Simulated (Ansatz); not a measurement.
# The HOMO–LUMO gap down a group: C to Sn

One atom is swapped for its congeners: C3H8 (propane) `CCC`; SiH2(CH3)2 (dimethylsilane); GeH2(CH3)2; SnH2(CH3)2. All are singlets with charge 0.

Shapes, held fixed at every level: PBE0-D4/def2-TZVP. Programs: Ansatz 0.2.0. Values in eV.

**Question.** How should the HOMO–LUMO gap change along the series?

**Answer.** At wB97M-V/def2-TZVPP the HOMO–LUMO gap falls at every step, from 14.17 to 11.91 eV. Every level shows the same order. For atoms past krypton def2 sets carry core potentials with scalar relativity. Relativity is left out for Ge unless named. Orbital gaps aren't excitation energies, and the LUMO depends on the basis.

| level | C3H8 | SiH2(CH3)2 | GeH2(CH3)2 | SnH2(CH3)2 |
| --- | --- | --- | --- | --- |
| SPW92/def2-TZVPP | 8.08 | 7.73 | 7.61 | 6.71 |
| PBE-D4/def2-TZVPP | 8.22 | 7.79 | 7.63 | 6.69 |
| BHLYP-D4/def2-TZVPP | 12.39 | 11.73 | 11.37 | 10.15 |
| PBE0-D4/def2-TZVPP | 10.42 | 9.89 | 9.64 | 8.55 |
| r2SCAN0-D4/def2-TZVPP | 11.19 | 10.52 | 10.28 | 9.06 |
| wB97M-V/def2-TZVPP | 14.17 | 13.57 | 13.29 | 11.91 |

The gap narrows from propane to the stannane at every level, but unevenly: the step from Si to Ge is the smallest and that from Ge to Sn the largest in each row. Down the group the valence orbitals grow more diffuse and overlap less well with carbon and hydrogen. This weakens the σ bonds, raising the bonding levels and lowering their σ* counterparts. Silicon and germanium lie close together because the filled 3d shell screens the nuclear charge poorly, keeping germanium compact and its bonds similar to those of silicon. Tin lacks a comparable new contraction relative to germanium, and scalar relativistic lowering of σ* levels with 5s character probably adds to the last step.

The choice of functional shifts the gap of a given molecule by more than the whole change along the series, probably mainly through the treatment of exchange, so the ordering is far better supported than any absolute value. The gaps alone don't show how much of the narrowing comes from the HOMO and how much from the LUMO.
